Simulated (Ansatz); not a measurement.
## Strength of the N–H bond: C2H6BN → C2H5BN + H

Species: C2H6BN `BNC=C`, singlet; C2H5BN `B[N]C=C`, doublet; H atom, doublet. 

Shapes, held fixed at every level: PBE0-D4/def2-TZVP. Flexible molecules stand in one conformer, not always the lowest. Programs: Ansatz 0.2.0. The zero-point and thermal change to 298 K, harmonic and unscaled (PBE0-D4/def2-TZVP), is -34.0 kJ/mol.

Problem. Estimate ΔH(298 K) of this reaction.

Solution. B2PLYP/def2-TZVPP gives ΔH(298 K) = +390.2 kJ/mol; the levels span +284.4 to +397.1. The median of the levels is +383.8. Hartree–Fock misses the correlation of the pair that is broken and comes out low. No measured value is set beside it here. Spin contamination: C2H5BN (⟨S²⟩ up to 0.96). Open shells run unrestricted unless RO is named.

```tsv
level	kind	ΔH(298 K) (kJ/mol)
HF/def2-SVP	Hartree–Fock	+284.4
r2SCAN-D4/def2-TZVPP	meta-GGA	+364.1
BHLYP-D4/def2-TZVPP	global hybrid	+383.8
r2SCAN0-D4/def2-TZVPP	global hybrid	+372.0
wB97M-V/def2-TZVPP	range-separated hybrid	+397.1
wB97X-V/def2-TZVPP	range-separated hybrid	+393.3
B2PLYP/def2-TZVPP	double hybrid	+390.2
```

The correlated levels all make this N–H bond strong, yet weaker than the one in ammonia. The likely reason is the vinyl group: once hydrogen leaves, the unpaired electron can occupy a nitrogen p orbital conjugated with the C=C bond, giving an allyl-like radical with spin shared between nitrogen and the terminal carbon. Boron's role is less clear-cut, since its empty p orbital already accepts the nitrogen lone pair in the parent, and part of that stabilisation may be lost or redirected in the radical.

Adding exact exchange to r2SCAN raises the enthalpy from +364.1 to +372.0 kJ/mol, probably because the semilocal functional overstabilises the delocalised radical. The Hartree–Fock shortfall is not a pure measure of missing correlation, as that level also has the smallest basis. The negative thermal correction mainly reflects the zero-point energy of the N–H stretch and bends lost on dissociation. Separating the vinyl and boryl effects would require the same bond energy in vinylamine and aminoborane.
